## Estimating band origin and Huang-Rhys factor by hand

The decision is whether a computed vertical excitation energy can be shifted by hand to the band origin, or whether the excited-state surface has to be explored first. Two quantities settle it. The reorganisation energy $\lambda$ is the drop from the vertical point to the excited-state minimum, and it fixes the origin. The total Huang-Rhys factor $S$ fixes how much intensity the origin keeps, since its share at 0 K is $e^{-S}$. That share is about a third for $S$ near 1 and about 1 % for $S$ just above 4.

PySCF 2.14.0, density-fitted TDDFT with PBE0/def2-SVP, for the fourth excited singlet state (S4) of neutral molecules in the gas phase at GFN2-xTB geometries. Zero-zero energies, reorganisation energies, Huang-Rhys factors and effective modes come from the vertical gradient in a displaced-harmonic-oscillator model with GFN2-xTB modes.

| system | formula | vertical energy (eV) | zero zero energy (eV) | reorganisation energy (eV) | total huang rhys factor | effective mode (cm^-1) | oscillator strength |
| --- | --- | --- | --- | --- | --- | --- | --- |
| CC#CC1=CC[Se]C1 | C7H8Se | 5.570 | 5.180 | 0.395 | 2.29 | 1934.0 | 0.257 |
| c1cnccn1 | C4H4N2 | 5.740 | 5.520 | 0.219 | 2.27 | 873.0 | 0.088 |
| O=S(=O)(Cl)c1ccc(F)s1 | C4H2ClFO2S2 | 6.030 | 4.550 | 1.480 | 48.86 | 476.0 | 0.038 |
| C#Cc1cccc(F)c1 | C8H5F | 6.400 | 6.240 | 0.168 | 1.06 | 1536.0 | 0.216 |
| COC(=O)/C=C\CCl | C5H7ClO2 | 6.430 | 5.770 | 0.656 | 16.68 | 1110.0 | 0.405 |
| COc1nncs1 | C3H4N2OS | 6.430 | 6.040 | 0.391 | 4.33 | 795.0 | 0.029 |
| FC1=C(Cl)CC=CCC1 | C7H8ClF | 6.610 | 5.770 | 0.846 | 36.09 | 914.0 | 0.084 |
| Cc1cc(O)cc(Cl)c1 | C7H7ClO | 6.720 | 6.590 | 0.135 | 1.60 | 996.0 | 0.541 |
| O=C1CC=C(CF)C1 | C6H7FO | 7.250 | 6.570 | 0.677 | 3.48 | 1675.0 | 0.326 |

The rows are TDDFT results for the fourth singlet root of nine unrelated molecules. A root number is no common state, so the table is a test bed for an empirical estimate and no physical series. The same calculation gives the pyrazine state as mainly HOMO−1 → LUMO (weight 0.86), the familiar ππ* excitation, and the chlorocresol state as a mixture whose largest weight is 0.35. That the other rows are ππ* as well is a guess, and a weak one for the thiadiazole and the sulfonyl chloride, whose oscillator strengths are only 0.029 and 0.038.

### What the model builds in

Both states are given the same harmonic modes $\omega_k$, and the excited-state gradient $g_k$ along each mass-weighted mode displaces the minimum by $g_k/\omega_k^2$. The energy gained and the number of quanta it is worth are

$$\lambda_k=\frac{g_k^2}{2\omega_k^2},\qquad S_k=\frac{\lambda_k}{\hbar\omega_k}=\frac{g_k^2}{2\hbar\omega_k^3},\qquad \lambda=\sum_k\lambda_k,\quad S=\sum_k S_k .$$

The zero zero energy is then $E_{00}=E_\text{vert}-\lambda$. The table obeys this to 0.008 eV, inside the 0.0105 eV that rounding allows, which is an identity of the model and no test. Only $\lambda$ and $S$ need estimating.

### Step 1: reorganisation energy from the number of π bonds

The first limit is an excitation confined to one double bond. Moving an electron from π to π* cancels the π bond, the bond stretches by $\Delta r$, and $\lambda_0=\tfrac12 k\,\Delta r^2$ with $k$ the force constant. The cyclopentenone, whose C=C is cut off from the carbonyl by CH₂ groups, comes closest to this case. Putting its whole 0.677 eV into one stretch at its effective mode of 1675 cm⁻¹, with a reduced mass of 6 u and $k=\mu\omega^2$, gives $\Delta r=\sqrt{2\lambda/k}\approx0.15$ Å.

That shift is somewhat less than the gap between double and single carbon-carbon bond lengths, roughly 0.2 Å as a recalled value. The size is therefore plausible for a lost π bond. It does not establish the character of the state. Nor does it include twisting. A double bond that has lost its π part can also turn about its axis, whereas the model keeps the torsional stiffness of the ground state, so the true minimum may lie lower than $\lambda$ suggests.

The opposite limit is an excitation spread evenly over $n$ conjugated π bonds. Each bond loses $1/n$ of the bond order and stretches by $\Delta r/n$. The energy is quadratic in the stretch, so

$$\lambda\approx n\cdot\tfrac12 k\left(\frac{\Delta r}{n}\right)^2=\frac{\lambda_0}{n}.$$

This is argued, and it treats the bonds as equal and independent. It predicts that extending the conjugation lowers $\lambda$ quickly at first and slowly later. I count $n$ as the formal carbon and nitrogen multiple bonds in conjugation, carbonyl included, with a triple bond counted once.

The constant comes from the six rows without a soft-mode warning, called stiff below. The geometric mean of $n\lambda$ over them, which is a least-squares fit in the logarithm, is 0.649 eV. The hand value is $\lambda_0=0.65$ eV.

### Step 2: from energy to quanta

With a single active mode, $S=\lambda/\hbar\omega$ exactly. With many modes, $\lambda/S=\hbar\langle\omega\rangle$, where the average is weighted by $S_k$. The effective mode $\omega_\text{eff}$ of the table lies above this ratio in every row. I read it as the average weighted by $\lambda_k$, that is $\langle\omega^2\rangle/\langle\omega\rangle$; this reading is inferred from its consistency with all nine rows. It gives

$$S=c\,\frac{\lambda}{\hbar\omega_\text{eff}},\qquad c=\frac{\langle\omega^2\rangle}{\langle\omega\rangle^2}=1+\left(\frac{\sigma}{\langle\omega\rangle}\right)^2 ,$$

with $\sigma$ the spread of the active frequencies.

The factor $c$ is 1 in the one-mode limit and grows as the activity splits between very different frequencies. In the stiff rows it runs from 1.07 to 1.46. Its geometric mean over them is 1.21, rounded to 1.2 for hand use. When no frequency is at hand, the geometric mean of $\lambda/S$ over the same six rows serves, which rounds to 1000 cm⁻¹, so that $S\approx8\lambda$ with $\lambda$ in eV.

### Two rows worked

Both rows below were part of the fit, so they show the procedure and are no independent check. Pyrazine has three conjugated π bonds. With 1 eV = 8066 cm⁻¹,

$$\lambda=\frac{0.65}{3}=0.217\ \text{eV},\qquad E_{00}=5.74-0.217=5.52\ \text{eV},\qquad S=\frac{1.2\times0.217\times8066}{873}=2.4 .$$

The table has 0.219 eV, 5.52 eV and 2.27. Agreement this close is partly luck, as the other states of pyrazine show below.

In the selenium enyne the Se atom sits between two CH₂ groups, so only C≡C and C=C are conjugated and $n=2$:

$$\lambda=\frac{0.65}{2}=0.325\ \text{eV},\qquad E_{00}=5.57-0.325\approx5.25\ \text{eV},\qquad S=\frac{1.2\times0.325\times8066}{1934}=1.6 .$$

Here $\lambda$ is 18 % below the tabulated 0.395 eV, and the origin is about 0.07 eV too high. The table's $S$ is 2.29, and the estimate falls short because both $\lambda$ and $c$ were taken too small. An effective mode this high needs activity above it, where only C≡C and C–H stretches lie, and such a mode widens the spread. Spin-orbit coupling is absent from the calculation, which matters most for this row.

### Accuracy on the stiff rows

Over the six stiff rows the rule reproduces $\lambda$ within an rms factor of 1.25, or 1.31 when each row is predicted from the other five. A single constant $\lambda$, fitted the same way, manages only 1.75, so within these six rows the count carries information. They do not fix the power. A straight-line fit of $\ln\lambda$ against $\ln n$ is near the argued slope with all six rows, at −1.16, and steepens once the one-bond row is dropped.

The origin errs by exactly the error in $\lambda$ with the sign reversed, and $\lambda$ is small here. Relative to the tabulated zero zero energy the mean error is 0.04 eV and the largest 0.09 eV. For $S$ the rms factor is 1.21 with the rule's $\lambda$ and the tabulated effective mode, and 1.36 from the structure alone. These errors measure agreement with this calculation and say nothing of agreement with a spectrum.

The worst row is chlorocresol, where the rule is 60 % above the tabulated 0.135 eV. The calculation gives its first and third roots similarly small values, so the miss belongs to the molecule more than to one root. Counting lone-pair donors as part of the π system brings it closer, but the thiadiazole then falls to about half its value and the rms factor rises to 1.35. The plain count is the better of the two here, by a margin that six rows cannot make firm.

### Where the rule stops

The first limit is the state. In pyrazine the same calculation gives 0.107 eV for the first root and 0.32 eV for the sixth, a factor of three at fixed $n=3$. No rule that sees only the structure can follow this. The estimate needs a known ππ* state spread over the counted bonds, and even then the pyrazine values warn against trusting it to better than some tens of per cent.

The second limit is soft modes. At a given gradient $\lambda_k$ grows as $\omega_k^{-2}$ and $S_k$ as $\omega_k^{-3}$, so halving a frequency multiplies the energy by four and the quanta by eight. A weak push along a soft coordinate can thus dominate $S$ while adding only moderately to $\lambda$. The cycloheptadiene, left out of the fit, shows this pattern. The rule misses its $\lambda$ by 23 % but gives $S$ near 7 against the tabulated 36.

All three warned rows have more reorganisation energy than the rule allows, and $c$ of 1.95 or more. The sulfonyl chloride is the extreme, with the origin placed 1.16 eV too high. The tabulated values are themselves not quantitative there, because a displacement worth tens of quanta leaves the region where a harmonic well holds. Torsions and ring puckering are the likely carriers of the many quanta, which is a guess. They do not carry all of the energy. In the sulfonyl chloride the effective mode of 476 cm⁻¹ lies above such motions, so part of the energy must sit in modes at least that stiff. Which ones is not shown. No geometry in the table is a PBE0 minimum. The ground-state force reaches about 1.7 eV/Å on both sulfonyl oxygens, and the effect on $\lambda$ is untested in every row.

Flexibility is hard to read from the formula. The cyclopentenone has a rotor and a partly saturated ring, yet it has the smallest $c$ of the table. A ratio $\lambda/S$ of a few hundred cm⁻¹ is the safer sign, though it is known only after the calculation has been run. It separates the two groups here, at most 317 cm⁻¹ in the warned rows against at least 681 cm⁻¹ in the stiff ones.

The third limit is height in the spectrum, and it touches the fit itself. The one-bond anchor at 7.25 eV lies just above the negative of its HOMO energy. TDDFT is unreliable there, and the basis lacks diffuse functions. This row and the ethynylfluorobenzene, also in the fit, carry a warning that some of their states are nearly degenerate. If the fourth root is among them, its value may depend on how the states mix. Chlorocresol also lies above the negative of its HOMO energy, has another bright root about 0.07 eV below, and sits at a geometry with an imaginary methyl torsion. Coupling between states is outside the displaced-oscillator model, so for such crowded high roots a hand-shifted origin inherits the doubts of the calculation it imitates.
